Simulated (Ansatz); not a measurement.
**From B to In: the HOMO–LUMO gap**

One atom is swapped for its congeners: BH(SeH)F; AlH(SeH)F; GaH(SeH)F; InH(SeH)F. All are singlets with charge 0.

Shapes, held fixed at every level: PBE0-D4/def2-TZVP. Flexible molecules stand in one conformer, not always the lowest. Programs: Ansatz 0.2.0. Values in eV.

| level | BH(SeH)F | AlH(SeH)F | InH(SeH)F |
| --- | --- | --- | --- |
| PBE-D4/def2-TZVPP | 4.89 | 4.72 | 4.10 |
| r2SCAN-D4/def2-TZVPP | 5.48 | 5.32 | 4.63 |
| BHLYP-D4/def2-TZVPP | 8.92 | 8.28 | 7.52 |
| PBE0-D4/def2-TZVPP | 6.95 | 6.58 | 5.94 |
| wB97M-V/def2-TZVPP | 11.07 | 10.33 | 9.57 |
| wB97X-V/def2-TZVPP | 11.41 | 10.74 | 9.97 |

(1) Estimate the column for GaH(SeH)F from its neighbours.

Results:

(1) The mean of the neighbours at wB97X-V/def2-TZVPP is 10.36 eV, against 10.54 from the run: the member lies nearer Al. All rows: PBE-D4/def2-TZVPP 4.48; r2SCAN-D4/def2-TZVPP 5.01; BHLYP-D4/def2-TZVPP 8.05; PBE0-D4/def2-TZVPP 6.36; wB97M-V/def2-TZVPP 10.20; wB97X-V/def2-TZVPP 10.54 eV. At wB97X-V/def2-TZVPP the HOMO–LUMO gap falls at every step, from 11.41 to 9.97 eV. Every level shows the same order. For atoms past krypton def2 sets carry core potentials with scalar relativity. Relativity is left out for Ga, Se unless named. Orbital gaps aren't excitation energies, and the LUMO depends on the basis.

The gap narrows from boron to indium at every level, and gallium always lies closer to aluminium than to indium. The HOMO is probably mostly a selenium lone pair throughout, so the trend should come largely from the acceptor level. In the boron compound, compact valence p orbitals overlap well with the lone pairs of fluorine and selenium, which pushes the empty, boron-centred π-type orbital up. Down the group this overlap weakens, and the σ* orbitals of the longer, weaker bonds also drop. Gallium's closeness to aluminium fits the poor shielding by its filled d shell, which keeps the two atoms similar in size.

The order is robust, but the step sizes are not: from boron to aluminium the gap falls by far less with PBE and r2SCAN than with BHLYP or the range-separated hybrids, probably because exact exchange acts differently on the frontier orbitals of the two molecules. Gaps alone can't show how much of the narrowing comes from a rising HOMO and how much from a falling LUMO.
